**Q:** I have the orbital energies of a small germanium cation from a ground-state PBE0 calculation, and I want to know where it absorbs light. Can I get there with pencil and paper? My first idea was to take the gap between the orbital the electron leaves and the orbital it enters.

**A:** Hold that idea against the excited states calculated for the same cation. Germanium carries a vinyl group, a methyl group and a bromine atom, and its three bonds lie in one plane. The last two columns name the main orbitals that the electron leaves and enters, counted down from the highest occupied one (HOMO) and up from the lowest empty one (LUMO).

Vertical singlet excitations of the gas-phase cation [CH2=CH–Ge(CH3)Br]+, calculated with PySCF 2.14.0 using full linear-response TDDFT at the PBE0/def2-SVPD level, with density fitting and core orbitals frozen in the response, at a GFN2-xTB geometry. Exciton size is the root-mean-square electron–hole distance; lambda is the spatial overlap of the orbital pairs.

```tsv
row	singlet state	singlet energy (eV)	singlet oscillator strength	singlet exciton size (Å)	singlet orbital overlap lambda	singlet main from	singlet main to
1	1	3.940	0.000	3.060	0.370	HOMO	LUMO
2	2	4.500	0.090	3.100	0.550	HOMO-1	LUMO
3	3	4.930	0.000	3.030	0.500	HOMO-3	LUMO
4	4	5.170	0.057	3.070	0.690	HOMO-2	LUMO
5	5	5.640	0.000	3.010	0.470	HOMO-4	LUMO
6	6	5.710	0.000	3.240	0.450	HOMO-1	LUMO+1
```

**Q:** State 1 goes from HOMO to LUMO. Those orbitals lie at −13.38 and −8.05 eV, so the gap is 5.33 eV, but the table says 3.94 eV. Why is the gap so far off?

**A:** Because the electron leaves a positive hole behind, and the two attract each other. A semiconductor exciton is the simpler relative: light is absorbed below the band gap by the binding energy of the pair. The likeness ends at the strength of the attraction. In the crystal the surrounding medium weakens it, whereas in PBE0 it enters with the functional's share of exact exchange, one quarter.

**Q:** Can I estimate the size of that lowering?

**A:** Roughly. The exciton size in the table is the root-mean-square distance between electron and hole, about 3.06 Å for state 1. Two unit charges at that distance attract by $14.4/3.06 = 4.7$ eV, and a quarter of this is about 1.2 eV. The actual lowering is $5.33-3.94=1.39$ eV. The point-charge figure is expected to fall short of the true attraction, since close encounters count for more than a mean distance suggests. Other terms, of either sign, enter as well, so take the estimate as a guide to magnitude only.

**Q:** Then I subtract 1.4 eV from every gap and I am done?

**A:** Try state 2. Its electron leaves HOMO-1, which lies almost level with the HOMO, so the gap is 5.34 eV. The energy is nevertheless 4.50 eV, and the lowering only 0.84 eV. The exciton size has hardly changed, so a weaker attraction at larger distance does not account for the difference.

**Q:** What does?

**A:** The shapes of the orbitals. The LUMO is a π orbital: it stands above and below the molecular plane, with its largest part on germanium. In state 1 the electron comes from a bromine lone pair lying in the plane; in state 2 it comes from another π orbital, spread over bromine and the vinyl group. Multiply the two orbitals of each excitation point by point and you get the transition density, a pattern of positive and negative charge.

For π to π\* that pattern has the same sign above and below the plane, and in states 2 and 4 it piles up positive charge towards one side of the molecule and negative charge towards the other. Such a pattern has an electrostatic energy of its own, which raises a singlet state; this is the electron-hole exchange term. For an in-plane orbital paired with a π orbital, the product changes sign across the plane, largely cancels at a distance, and costs little. The same charge pattern couples to light, which is why states 2 and 4 have sizeable oscillator strengths and the other four are nearly dark.

**Q:** Is that seen in the numbers, or is it theory?

**A:** The numbers show two groups of states with different lowerings. That exchange separates them is standard theory; the calculation does not split the energy into such parts. The lift may also contain some mixing between excitations. As a rule of thumb, write

$$E \approx \Delta\varepsilon - B + X\,p$$

where $E$ is the singlet energy and $\Delta\varepsilon$ the orbital gap. The factor $p$ is 1 for a π to π\* excitation and 0 when one of the two orbitals lies in the plane and the other is a π orbital. Jumps between two in-plane orbitals are not covered: their product keeps its sign across the plane, so they can have a lift of their own. State 1 alone sets $B = 1.4$ eV, and the difference between the lowerings of states 1 and 2 sets $X = 1.39-0.84 = 0.55$ eV.

**Q:** Let me try it on states 3 and 4, which played no part in setting the constants. State 3 starts from HOMO-3 at −14.42 eV, an in-plane orbital, so $p=0$:

$$\Delta\varepsilon = 14.42-8.05 = 6.37\ \text{eV}, \qquad E \approx 6.37-1.40 = 4.97\ \text{eV}.$$

State 4 starts from HOMO-2 at −14.08 eV, a π orbital, so $p=1$:

$$\Delta\varepsilon = 14.08-8.05 = 6.03\ \text{eV}, \qquad E \approx 6.03-1.40+0.55 = 5.18\ \text{eV}.$$

The table has 4.93 and 5.17 eV. And the order has turned round: state 4 has the smaller gap but the higher energy.

**A:** That reversal is the best reason to keep the second constant. The gaps favour state 4 by about 0.35 eV, and the lift of 0.55 eV more than makes up for it. Anyone ranking these states by orbital gap would expect the bright band below its dark neighbour, and the calculation puts it above.

**Q:** Couldn't I read the lift from the overlap column instead of thinking about shapes?

**A:** No, because that overlap, lambda, measures how far the two orbitals occupy the same space and ignores their signs. States 2 and 3 have similar values, 0.55 and 0.50, yet only state 2 is lifted. What matters is whether the product of the orbitals keeps its sign across the plane, and a sketch of the two orbitals tells you that.

**Q:** How good is the rule over the rest of the table?

**A:** State 6 is a third test. It runs from a π orbital into an in-plane σ\* orbital, so it gets no lift, and the rule again comes close. For states 3, 4 and 6 the estimates lie within 0.05 eV of the calculated energies. For state 5 we lack the orbital energy, so I would run the rule backwards: HOMO-4 is an in-plane orbital, since the state's weak transition moment points straight out of the plane, and it should lie near −15.1 eV, which is a prediction and no test.

**Q:** So I can quote absorption energies to 0.05 eV?

**A:** Only as a forecast of what this calculation would give. The calculation leaves out spin-orbit coupling, which bromine makes felt, and it uses a geometry from a cheaper method. Its own error against experiment may well be several times larger than the rule's miss. For the same reason, don't trust the order of states 5 and 6, which are only 0.07 eV apart.

**Q:** And if I move to a related molecule?

**A:** Keep the reasoning and set the constants afresh. $B$ belongs to a quarter share of exact exchange and to an electron and hole about 3 Å apart; theory has it shrink as they separate and grow with that share. If an excitation carries charge much further than here, PBE0 itself tends to place the state too low, and a rule fitted to PBE0 inherits that error. $X$ belongs to π to π\* pairs of about this extent. The rule also needs one orbital pair to dominate each state, as it does here; where two pairs mix strongly, there is no single gap to start from.
